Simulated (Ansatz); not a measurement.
# Decay constant of the tunnelling density against sample bias on stepped Al(531) (PBE) and Al(533) (LDA)

An electron nearer the vacuum level meets a lower barrier and should leak further out of a metal, yet a bias window collects many states, and those with momentum along the surface decay faster than their energy alone suggests. How far the bias sets the decay is therefore not obvious. It matters in scanning tunnelling microscopy, where the decay fixes how strongly the current responds to the tip height. The quantity here is κ, fitted to the planar mean density between 3 and 5 Å above the top atom of two stepped aluminium slabs. It is measured against κ₀, the free-electron value at the highest energy in the window. Negative bias collects filled states, positive bias empty ones.

## Method

Ansatz 0.2.0, plane-wave Kohn-Sham DFT with its default PAW datasets at cutoffs of 420 eV, level as listed. Slabs and stacks are built by hand and relaxed; a single point with 17 Å of vacuum, a dipole correction, Fermi-Dirac smearing of 0.05 eV and meshes of 12 to 22 points along the first in-plane vector gives the density of the states between the Fermi level and the sample bias. Its planar mean n(z) is fitted as exp(−2κz) between 3 and 5 Å above the top atom. Spin-paired, no spin-orbit coupling.

Notes on method and selection:

- A free electron at the Fermi level with no momentum along the surface decays with κ₀ = 0.5123·√Φ Å⁻¹, Φ in eV; momentum along the surface raises κ, and the slow approach of the potential to the vacuum level lowers it.
- The tip is left out (Tersoff-Hamann).
- Slabs this thin have discrete subbands, so κ depends on which of them fall in the window.
- Windows narrower than 0.1 V hold too few states on these meshes and are not listed; a blank corrugation was not computed at that height.
- Runs in which the search for lower states was switched off are not listed.
- Work functions and vacuum levels are read from the electrostatic potential (Hartree and local ionic parts), which a warning of a rough exchange-correlation potential in thin density does not concern.
- Sites and patterns name the starting structure; atoms can leave their sites in the relaxation.
- The default PAW datasets of this version of Ansatz are the set soft_2.
- Runs that did not converge, have known faults or may not be shown are not listed, and runs on Ansatz's PAW sets soft_1 and soft_2 are kept to separate tables.

Columns:

- bias (V): sample bias; negative images filled states.
- κ₀ of window top (Å⁻¹): 0.5123·√(Φ − E) for the highest energy E in the window, from the Fermi level.
- κ (Å⁻¹): decay constant κ of the window's density.
- corrugation (Å): corrugation at constant current, set to the mean density at the first listed height.

## Numbers

| member | surface | bias (V) | κ₀ of window top (Å⁻¹) | κ (Å⁻¹) | corrugation (Å) |
| --- | --- | --- | --- | --- | --- |
| −1.2 V | Al(531) (PBE, Φ 4.06 eV, 3 Å) | −1.2 | 1.032 | 1.180 | 0.94 |
| −0.4 V | Al(531) (PBE, Φ 4.06 eV, 3 Å) | −0.4 | 1.032 | 1.143 | 0.80 |
| +0.4 V | Al(531) (PBE, Φ 4.06 eV, 3 Å) | 0.4 | 0.980 | 1.106 | 0.75 |
| +1.2 V | Al(531) (PBE, Φ 4.06 eV, 3 Å) | 1.2 | 0.866 | 0.998 | 0.98 |
| −1 V | Al(533) (LDA, Φ 4.30 eV, 3 Å) | −1.0 | 1.062 | 1.226 | 1.58 |
| −0.5 V | Al(533) (LDA, Φ 4.30 eV, 3 Å) | −0.5 | 1.062 | ? | ? |
| −0.1 V | Al(533) (LDA, Φ 4.30 eV, 3 Å) | −0.1 | 1.062 | 1.239 | 1.40 |
| +0.1 V | Al(533) (LDA, Φ 4.30 eV, 3 Å) | 0.1 | 1.049 | 1.185 | 1.74 |
| +0.5 V | Al(533) (LDA, Φ 4.30 eV, 3 Å) | 0.5 | 0.998 | 1.193 | 1.54 |
| +1 V | Al(533) (LDA, Φ 4.30 eV, 3 Å) | 1.0 | 0.930 | 1.038 | 1.17 |

Cells marked ? are withheld until the estimate has been made.

## Reading the trend

On Al(531) κ falls between each listed bias and the next from −1.2 to +1.2 V, on average by (1.180 − 0.998) / 2.4 = 0.076 Å⁻¹ per volt. Over one ångström the density then drops to exp(−2 × 1.180) = 0.094 of its value at the negative end, and to exp(−2 × 0.998) = 0.136 at the positive end.

The two signs of bias act differently. A positive bias raises the top of the window, and the slowest-decaying states there weigh most far from the surface. Between +0.4 and +1.2 V on Al(531), κ falls by 0.108 Å⁻¹ and κ₀ by 0.114 Å⁻¹. A negative bias leaves the top at the Fermi level and only adds deeper states, which should raise κ weakly. Al(531) shows such a rise, 1.180 − 1.143 = 0.037 Å⁻¹ from −0.4 to −1.2 V.

Al(533) follows this picture less closely. Its κ is lowest at +1 V, but the sequence is not monotonic, and from −0.1 to −1 V κ changes by 1.226 − 1.239 = −0.013 Å⁻¹, against the expected sign. From +0.5 to +1 V it drops by 0.155 Å⁻¹, while κ₀ drops by only 0.068 Å⁻¹. Discrete subbands of the thin slab entering the window are a possible cause of both irregularities.

In every row shown κ exceeds κ₀. Momentum along the surface has the right sign to explain this; the slow approach of the potential to the vacuum level has the wrong one. For the narrow −0.1 V window on Al(533), κ² = κ₀² + k² gives an effective k = √(1.239² − 1.062²) = 0.64 Å⁻¹. This is probably an underestimate, since the slow approach of the potential to the vacuum level, left out here, lowers κ.

The surfaces also differ in functional. Their work functions alone shift κ₀ at the Fermi level by 1.062 − 1.032 = 0.030 Å⁻¹, so the offset in κ is not assigned to the step structure.

## An estimate before looking

Plain estimates from the members shown:

- −0.5 V (Al(533) (LDA, Φ 4.30 eV, 3 Å)), straight-line interpolation between −1 V and −0.1 V: w = (−0.5 − (−1.0)) / (−0.1 − (−1.0)) = 0.556, so 1.226 + 0.556 × (1.239 − 1.226) = 1.233 Å⁻¹

The route chosen adds the mean excess κ − κ₀ of Al(533) to the κ₀ of the missing row. The five excesses, from −1 to +1 V, have a mean of (0.164 + 0.177 + 0.136 + 0.195 + 0.108) / 5 = 0.156 Å⁻¹. The estimate is 1.062 + 0.156 = 1.218 Å⁻¹.

Tried on the −1 V row, the other four excesses average (0.177 + 0.136 + 0.195 + 0.108) / 4 = 0.154 Å⁻¹ and give 1.062 + 0.154 = 1.216 Å⁻¹, against 1.226 Å⁻¹ in the table. Repeated for all nine rows with a value, each from the other rows of its own surface, the root-mean-square miss is roughly 0.03 Å⁻¹. The plain mean of κ misses by roughly 0.09 Å⁻¹ in the same test. Most of that gain comes from the highest positive bias on each surface; among the other rows of Al(533) the excess scatters about as much as κ itself.

The straight-line interpolation is higher by only 1.233 − 1.218 = 0.015 Å⁻¹. It leans on the −0.1 V window, which holds few states and is therefore sensitive to single subbands. The weak rise expected as deeper states are added would instead put the −0.5 V value slightly below that at −1 V, as the chosen route does. No further shift is applied, and the error bar is the miss of the nine-row test, rounded to 0.03 Å⁻¹.

**Committed estimate, −0.5 V (Al(533) (LDA, Φ 4.30 eV, 3 Å)): κ = 1.22 ± 0.03 Å⁻¹.**

## The answer

| member | surface | bias (V) | κ₀ of window top (Å⁻¹) | κ (Å⁻¹) | corrugation (Å) |
| --- | --- | --- | --- | --- | --- |
| −0.5 V | Al(533) (LDA, Φ 4.30 eV, 3 Å) | −0.5 | 1.062 | 1.203 | 1.61 |

| member | estimate | κ (Å⁻¹) | computed | estimate − computed | miss in error bars |
| --- | --- | --- | --- | --- | --- |
| −0.5 V (Al(533) (LDA, Φ 4.30 eV, 3 Å)) | committed | 1.220 | 1.203 | +0.017 | 0.6 |
| −0.5 V (Al(533) (LDA, Φ 4.30 eV, 3 Å)) | interpolation | 1.233 | 1.203 | +0.030 |  |

The estimate of 1.22 Å⁻¹ lies 0.017 Å⁻¹ above the computed 1.203 Å⁻¹, inside its error bar of 0.03 Å⁻¹. The interpolation misses by 0.030 Å⁻¹ in the same direction. The two estimates differ by less than that error bar, so one row does not establish the better route.

The expectation that κ at −0.5 V lies below κ at −1 V held, by 1.226 − 1.203 = 0.023 Å⁻¹. The broader argument, that deeper filled states only raise κ, failed: from −0.1 to −0.5 V it falls by 1.239 − 1.203 = 0.036 Å⁻¹.

The wider window contains the narrower one, so the states added between these two biases must on average decay more slowly than those just below the Fermi level, although they face a higher barrier. Less momentum along the surface would do this, as near the bottom of a subband. On this mesh, energy alone therefore does not order the decay of filled states on this slab. The −0.1 V window holds few states, however, and a denser mesh could change the result.

## Members off the line

Among the listed rows, the two whose excess κ − κ₀ lies farthest from the rest of their surface are +0.5 and +1 V on Al(533). At +0.5 V the other five rows have a mean excess of (0.164 + 0.141 + 0.177 + 0.136 + 0.108) / 5 = 0.145 Å⁻¹, so κ is high by 0.195 − 0.145 = 0.050 Å⁻¹. At +1 V the other five give (0.164 + 0.141 + 0.177 + 0.136 + 0.195) / 5 = 0.163 Å⁻¹, so κ is low by 0.163 − 0.108 = 0.055 Å⁻¹.

The discrete subbands of the thin slab are a possible reason, but no second thickness is compared here to test it. The lowest atoms of both slabs were also held fixed in the relaxation, which the method section does not mention. States with much momentum along the surface would raise κ in the +0.5 V window, and a subband with little such momentum, entering between +0.5 and +1 V, would lower it again. The finite mesh can sharpen such jumps. The rough exchange-correlation potential in the thin density is a less likely cause, because all biases on one surface share the same potential.

On Al(531) no listed excess departs from the surface's mean by more than 0.02 Å⁻¹, but the narrowest windows listed there are ±0.4 V. Windows narrower than 0.1 V were computed on this surface for both signs and left out. Both have an excess well below that mean, and the one for filled states lies farther off than either Al(533) row above.

The reading of the trend therefore compared unlike windows when it set a steady fall on Al(531) against a sequence on Al(533) that is not monotonic. With its narrow windows included, Al(531) is not monotonic either. Without the ±0.1 V rows, κ on Al(533) falls steadily from −1 to +1 V: 1.226, 1.203, 1.193 and 1.038 Å⁻¹. That contrast comes from the choice of windows and says nothing about the surfaces. The steep drop from +0.5 to +1 V on Al(533) does not depend on this choice.

## Closing remarks

In all ten rows κ exceeds κ₀, and on each surface it is lowest at the highest positive bias. With the −0.5 V row now included, adding the surface's mean excess to κ₀ predicts a listed row from the others to roughly 0.03 Å⁻¹, against roughly 0.08 Å⁻¹ for the mean κ. The rule does not carry over to the unlisted narrow windows on Al(531): it misses both by more than 0.03 Å⁻¹, and the mean κ comes closer. Without the +1 V row, the excess on Al(533) scatters no less than κ itself, so the rule gives no help with the smaller changes there.

For a tenfold drop in current the tip must retract by ln 10 / (2κ). On Al(533) this is 2.303 / (2 × 1.203) = 0.96 Å at −0.5 V and 2.303 / (2 × 1.038) = 1.11 Å at +1 V.

The omitted field of the tip would have an effect comparable to the trend. It raises the mean barrier by roughly half the bias at positive bias and lowers it at negative bias. For a state at the Fermi level of Al(533), a bias of +1 V would raise κ by about 0.5123 × (√4.80 − √4.30) = 0.060 Å⁻¹, which opposes the computed trend.
